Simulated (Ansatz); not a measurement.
# Ligand exchange: Cd(CH3)(NH2) + BH2(SH) → Cd(CH3)(SH) + BH2(NH2)

Species: Cd(CH3)(NH2), singlet; BH2(SH), singlet; Cd(CH3)(SH), singlet; BH2(NH2), singlet. The partners trade NH2 for SH: Cd–NH2 and B–SH bonds give way to Cd–SH and B–NH2.

Shapes, held fixed at every level: PBE0-D4/def2-TZVP. Programs: Ansatz 0.2.0. Electronic energies: no zero-point or thermal term.

| level | kind | ΔE (kJ/mol) | less CCSD(T)/def2-TZVPP |
| --- | --- | --- | --- |
| SPW92/def2-TZVPP | LDA | -150.0 | -3.7 |
| PBE-D4/def2-TZVPP | GGA | -145.6 | +0.7 |
| r2SCAN-D4/def2-TZVPP | meta-GGA | -150.0 | -3.7 |
| MP2/def2-SVP | perturbation theory | -157.2 | -10.9 |
| MP2/def2-TZVPP | perturbation theory | -145.6 | +0.7 |
| CCSD(T)/def2-SVP | coupled cluster or CI | -156.3 | -10.0 |
| CCSD/def2-TZVPP | coupled cluster or CI | -150.2 | -3.9 |
| CCSD(T)/def2-TZVPP | coupled cluster or CI | -146.3 | 0.0 |

The highest level, CCSD(T)/def2-TZVPP, gives ΔE = -146.3 kJ/mol; the levels span -157.2 to -145.6. The column of differences is taken from that level and isn't an error. No measured value is set beside it here. For atoms past krypton def2 sets carry core potentials with scalar relativity. Correlated rows may include outer-core shells of Cd, which these sets cover unevenly.

The exchange is strongly downhill at every level, with boron taking the amide and cadmium the thiolate. The main driving force is probably the B–N bond: the nitrogen lone pair donates into the empty boron p orbital, giving partial double-bond character on top of a strong, polar σ bond. Sulfur can donate in the same way, but its more diffuse 3p orbital overlaps less well with boron 2p. Cadmium has no comparably low-lying acceptor orbital for π donation, so it loses less when the amide leaves, and its soft, polarisable character suits thiolate. The preference thus follows the familiar hard–soft pattern.

Basis size matters more here than the choice between MP2 and CCSD(T): both give a more negative energy with def2-SVP than with def2-TZVPP, probably because the smaller set describes the polarisation of the four bonds unevenly. The close match of PBE-D4 and MP2 to CCSD(T) in the larger basis may owe something to error cancellation. The reaction energy alone can't apportion the driving force between B–N and Cd–S bonding.
